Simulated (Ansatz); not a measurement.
**A correction line for wB97M-V/def2-TZVPP: vertical ionisation energy**

The vertical ionisation energy (cation less neutral) in eV of 8 molecular compounds of Al: x at wB97M-V/def2-TZVPP, y at CCSD(T)/def2-TZVPP. Shapes, held fixed at every level: PBE0-D4/def2-TZVP. Flexible molecules stand in one conformer, not always the lowest. Programs: Ansatz 0.2.0.

| molecule | x (eV) | y (eV) |
| --- | --- | --- |
| Se(AlH2)(CH3) | 9.00 | 9.03 |
| AlH(CH3)(SH) | 10.02 | 9.97 |
| AlH2(SH) | 10.27 | 10.20 |
| C3H9AlO3 (SMILES C[O][Al]([O]C)[O]C) | 10.29 | ? |
| AlH(SH)Br | 10.38 | 10.32 |
| Al(OH)(SH)F | 10.55 | 10.48 |
| Al(NH2)ClF | 10.63 | 10.57 |
| Al(SH)ClF | 10.75 | 10.68 |

Q: Fit y = c + s·x to the known rows and predict y for C3H9AlO3.

A: 
1. Means of the 7 rows: x = 10.2286, y = 10.179.
2. Σ(Δx)² = 2.1139, Σ(Δx·Δy) = 1.9924, so the slope is 1.9924/2.1139 = 0.94252.
3. Intercept: 10.179 − (0.94252) × 10.2286 = 0.538. The largest residual of the fit is 0.018.
4. C3H9AlO3: 0.538 + 0.94252 × 10.29 = 10.24 eV.

CCSD(T)/def2-TZVPP gives 10.51 eV, so the prediction is off by -0.27 eV, more than the largest residual. Uncorrected, wB97M-V/def2-TZVPP misses it by -0.22 eV, and the other rows by 0.06 on average. The line makes this one worse. Left out in turn, the other rows are missed by 0.02 eV on average, so the withheld one doesn't follow the line. Cations run unrestricted. Relativity is left out for Br, Se. Outer-core shells of Br, Se are correlated, in sets that cover them unevenly.

The miss for C3H9AlO3 is a failure of chemical similarity, not of numerical range: its x value lies almost on top of that of AlH2(SH), yet the error has the opposite sign and is much larger. In the fitted compounds the electron probably leaves mainly a sulfur, selenium or nitrogen lone pair, whereas in the trimethoxide it must come largely from oxygen lone pairs that combine across three like ligands. The cation may then have a hole whose spread over these ligands the functional and the unrestricted coupled-cluster reference describe differently.

The slope also carries little chemical meaning. Six of the seven known rows need a nearly constant downward shift, and only Se(AlH2)(CH3), isolated at the low end, needs an upward one, so that single compound largely sets the departure from unit slope. The line therefore supports small corrections for close relatives of the sulfur compounds, but not transfer to alkoxides; a single trimethoxide can't show whether alkoxides share a common offset of their own.
